**Question:** I am comparing calculated ionisation energies of Co(NH₂)₂, a small molecule with a nearly straight N–Co–N core. The ionisation energy is the cost of removing one electron, here with the atoms held in place. The values I have spread over about 0.7 eV, on a total of 8 to 9 eV. Does the amount of exact exchange explain the spread, and could I use it to guess the two values marked "?"?

Vertical ionisation energies of Co(NH₂)₂ from Ansatz 0.2.0 in the gas phase, at the fixed PBE0-D4/def2-TZVP geometry of the neutral molecule. The neutral molecule has spin multiplicity 4 and the cation 5. Open shells are unrestricted, and inner cores are frozen in the correlation step of PBE-QIDH and CCSD(T).

```csv
result level,result ionisation energy (eV)
SPW92/def2-TZVP,8.445
r2SCAN-D4/def2-TZVP,?
r2SCANh-D4/def2-TZVP,8.126
PBE0-D4/def2-TZVP,8.244
wB97M-V/def2-TZVP,8.512
PBE-QIDH/def2-TZVP,8.776
CCSD(T)/def2-TZVP,?
```

**Answer:** The share of exact exchange puts three of the five known values in order, but it cannot be the whole cause of the spread. It suggests a route to one of the two guesses; the other needs a different route.

Start from the limit of a single electron. It has nothing to repel it, yet many approximate density functionals let it repel part of its own charge cloud. Exact exchange, taken from Hartree–Fock theory, cancels this self-repulsion completely. In a molecule, a partial dose of exact exchange may therefore bind a compact electron more tightly and raise the ionisation energy. This is an expectation, not a rule: the ionisation energy is a difference between two total energies, and part of the error can cancel between them.

The opposite limit warns against pushing this too far. Pure Hartree–Fock theory has full exact exchange, which already keeps electrons of the same spin apart, but it leaves out correlation, the rest of the way electrons avoid one another. The neutral molecule has one electron more to correlate, so leaving correlation out tends to lower the ionisation energy. The result depends on the balance between exchange and correlation, not on the share of exact exchange alone.

Three functionals in the table follow the first argument. r2SCANh, PBE0 and PBE-QIDH contain 10, 25 and 69% exact exchange, and their ionisation energies rise in that order. SPW92 breaks the pattern: it has no exact exchange, yet lies 0.20 eV above PBE0. It is a local density approximation, which treats exchange and correlation at each point as in a uniform electron gas. The rest of the functional therefore seems to matter as well, though the table does not show which part raises the value.

**Forecast for r2SCAN.** This is the parent of r2SCANh, without the 10% exact exchange. I therefore start from r2SCANh and subtract the effect of that 10%. From r2SCANh to PBE0 the rise per 10% is $(8.244-8.126)/1.5=0.079$ eV; from r2SCANh to PBE-QIDH it is $(8.776-8.126)/5.9=0.110$ eV. The average is 0.094 eV, which gives

$$8.126-0.094\approx 8.03\ \text{eV}.$$

My range is ±0.15 eV, or 7.88 to 8.18 eV. It is a judgement, because both slopes also contain a change of parent functional, and PBE-QIDH adds a separate correlation term. I expect r2SCAN to be the lowest value in the table, slightly below r2SCANh, though the range does not secure that order.

**Forecast for CCSD(T).** This method treats correlation explicitly on top of Hartree–Fock theory, so it has no place on a scale of exchange percentages. Its Hartree–Fock starting point is free of self-repulsion, however, so I look to the known levels richest in exact exchange: PBE-QIDH, overall, and wB97M-V, at long range. I take their midpoint, 8.64 eV, with a judged range of ±0.40 eV, or 8.24 to 9.04 eV.

The withheld rows as computed:

```csv
result level,result ionisation energy (eV)
r2SCAN-D4/def2-TZVP,8.114
CCSD(T)/def2-TZVP,8.829
```

Both values fall inside their ranges, and both forecasts are too low: by 0.08 eV for r2SCAN and by 0.19 eV for CCSD(T). The printed output after this answer lists the steps.

The r2SCAN result is less of a success than it looks. It is indeed the lowest value, but it lies only 0.012 eV below r2SCANh, where I had assumed 0.094 eV. Leaving the r2SCANh value unchanged would have been the better forecast. The good starting point kept the answer in range, while the exchange correction was about eight times too large.

That failure is instructive, because r2SCAN and r2SCANh form the cleanest pair in the table. If both describe the same electronic states, 10% exact exchange hardly changes the ionisation energy here. SPW92 and r2SCAN, which both have none, differ by 0.33 eV. The rise from r2SCANh to PBE0 may therefore owe much to the change of parent functional. It is also possible that the levels place cobalt's d electrons differently. The SPW92 and r2SCAN solutions are stable against small changes of their orbitals, but that does not show that they are the lowest states, or that the two match.

The CCSD(T) value lies above both levels that I averaged, and a midpoint can never reach such a value. PBE-QIDH lies only about 0.05 eV below CCSD(T), whereas wB97M-V lies 0.32 eV below it. By design, wB97M-V brings in most of its exact exchange at long range, while a compact electron repels itself mainly at short range. My guess is that this keeps the wB97M-V value down. This would apply if the electron leaves cobalt, which the energies alone cannot decide. The Hartree–Fock starting point of CCSD(T) fits that badly: there the electron is missing from one of the two nitrogen atoms. The tiny effect of exact exchange between r2SCAN and r2SCANh is a further reason to doubt my guess, and the separate correlation term of PBE-QIDH is a rival cause.

CCSD(T) is a comparison level here, not the truth. Its main weakness is the Hartree–Fock starting point for the cation, which breaks the molecule's symmetry by placing the missing electron's hole on one nitrogen. The PBE0, r2SCAN and wB97M-V cations treat both nitrogens alike. CCSD(T) may not fully repair such a start, so its distance from the other levels may partly reflect a different cation state, and the close match with PBE-QIDH does not show that either value is right. The basis set is also poorly suited to the outer-core electrons that CCSD(T) correlates, and spin–orbit coupling is left out. The numbers also describe one particular step, from three unpaired electrons to four. In the SPW92 cation, the highest occupied level lies about 0.06 eV above an empty level of the opposite spin. This hints that a cation with fewer unpaired electrons may lie lower, so the step need not be the cheapest way to ionise the molecule.

For this molecule, treat the choice of level as an uncertainty of several tenths of an eV. To learn what exact exchange does, compare functionals that share a parent, and check that they describe the same electronic states; a trend across different families mixes several changes.

The analysis program printed:

```
PBE0 less r2SCANh (eV): 0.118
PBE-QIDH less r2SCANh (eV): 0.65
SPW92 less r2SCANh (eV): 0.319
SPW92 less PBE0 (eV): 0.201
PBE-QIDH less wB97M-V (eV): 0.264
rise per 10% exact exchange from r2SCANh to PBE0 (eV): 0.07867
rise per 10% exact exchange from r2SCANh to PBE-QIDH (eV): 0.1102
average rise per 10% exact exchange used in the forecast (eV): 0.09442
r2SCAN forecast (eV): 8.032
r2SCAN judged error bar (eV): 0.15
r2SCAN lower end of range (eV): 7.882
r2SCAN upper end of range (eV): 8.182
CCSD(T) forecast (eV): 8.644
CCSD(T) judged error bar (eV): 0.4
CCSD(T) lower end of range (eV): 8.244
CCSD(T) upper end of range (eV): 9.044
r2SCAN computed (eV): 8.114
r2SCAN miss, forecast less computed (eV): -0.08242
CCSD(T) computed (eV): 8.829
CCSD(T) miss, forecast less computed (eV): -0.185
r2SCANh less r2SCAN, computed effect of 10% exact exchange (eV): 0.012
SPW92 less r2SCAN, both without exact exchange (eV): 0.331
Each level against CCSD(T) in the same basis:
                   row  ionisation energy in eV  level less CCSD(T) in eV
       SPW92/def2-TZVP                    8.445                    -0.384
   r2SCAN-D4/def2-TZVP                    8.114                    -0.715
  r2SCANh-D4/def2-TZVP                    8.126                    -0.703
     PBE0-D4/def2-TZVP                    8.244                    -0.585
     wB97M-V/def2-TZVP                    8.512                    -0.317
    PBE-QIDH/def2-TZVP                    8.776                    -0.053
     CCSD(T)/def2-TZVP                    8.829                         0
```
